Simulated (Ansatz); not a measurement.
HfB2: the change of pressure and largest V_zz with volume scale

Results calculated with Ansatz 0.2.0, not measured. Periodic Kohn-Sham DFT of a crystal at fixed atoms, scaled to volume_scale times the given cell; pressure positive in compression, energy less spherical unpolarised free atoms, largest_vzz the field gradient of largest size among the nuclei.

The cell before it is scaled or strained (space group P6/mmm, No. 191):
```
cell vectors (Å)
   3.1400     0.0000     0.0000
  -1.5700     2.7193     0.0000
   0.0000     0.0000     3.4800
atoms (fractions of the cell vectors)
Hf  0.00000  0.00000  0.00000
B   0.33333  0.66667  0.50000
B   0.66667  0.33333  0.50000
```

Settings of every row: method all-electron PAW; functional PBEsol; relativity scalar; k mesh 13x13x11; filling fermi-dirac; smearing width 0.05 eV; nucleus gaussian.

Atom start moment: 0 on all atoms.

Limits: field gradient without spin-orbit coupling on heavy atoms; no gap: field gradients move with the k mesh; no spin-orbit coupling on heavy atoms.

| row | volume scale | V (Å³/atom) | pressure (GPa) | largest V_zz (1e21 V/m^2) |
| --- | --- | --- | --- | --- |
| 1 | 0.94 | 9.31 | 12.806 | 11.739 |
| 2 | 0.96 | 9.509 | 6.528 | 11.607 |
| 3 | 0.98 | 9.707 | 0.842 | 11.469 |
| 4 | 0.99 | 9.806 | -1.796 | 11.406 |
| 5 | 1 | 9.905 | -4.308 | 11.335 |
| 6 | 1.01 | 10.004 | -6.699 | 11.261 |
| 7 | 1.02 | 10.103 | -8.975 | 11.212 |
| 8 | 1.04 | 10.301 | ? | ? |
| 9 | 1.06 | 10.499 | -17.04 | 10.96 |

Question: what pressure and largest V_zz should row 8 give?

Worked fit of pressure. Take u = (V_r/V)^(2/3) − 1 with V_r = 9.8555 Å³ an atom, which is twice the finite (Eulerian) strain; such expansions in the strain, on which the Birch-Murnaghan equation of state is built, carry the rest volume and the bulk modulus. The shown rows have u = 0.03869, 0.02415, 0.01017, 0.00336, -0.00333, -0.00992, -0.0164, -0.04129. Least squares give pressure = −3.0651 + 375.465 × u + 897.6 × u² GPa; a straight line predicts inner rows, each left out in turn, worse (root mean square 0.43 against 0.0047 GPa). The rows lie off it by 0.001, 0.002, -0.004, -0.003, -0.003, 0.002, 0.006, -0.002 (root mean square 0.0032 GPa). The pressure vanishes at u = 0.0080, or V = 9.738 Å³ an atom, and there the bulk modulus at fixed shape and fractions is B = −V dP/dV = (2/3)(1 + u) dP/du = 262 GPa. Letting shape and atoms relax would as a rule lower it, by much in layered, chain or molecular crystals. The withheld row has u = -0.02904, so the fit gives −3.0651 + 375.465 × (-0.02904) + 897.6 × (-0.02904)² = -13.212 GPa.

The calculation gave -13.205 GPa. The fit lies 0.007 GPa (0.023 % of the column's range) below it; its largest miss of a shown row is 0.006 GPa.

Worked fit of largest V_zz. Take t = volume scale − 0.99. The shown rows have t = -0.05, -0.03, -0.01, 0, 0.01, 0.02, 0.03, 0.07. Their means are 0.005 and 11.3736 1e21 V/m^2; the sums about the means are S_tt = 0.0096 and S_ty = -0.06266, whose ratio is the slope. Least squares give largest V_zz = 11.4063 − 6.528 × t 1e21 V/m^2. The rows lie off it by 0.006, 0.005, -0.003, 0.000, -0.006, -0.015, 0.002, 0.011 (root mean square 0.0075 1e21 V/m^2). The withheld row has t = 0.05, so the fit gives 11.4063 − 6.528 × (0.05) = 11.080 1e21 V/m^2.

The calculation gave 11.087 1e21 V/m^2. The fit lies 0.007 1e21 V/m^2 (0.9 % of the column's range) below it; its largest miss of a shown row is 0.015 1e21 V/m^2.
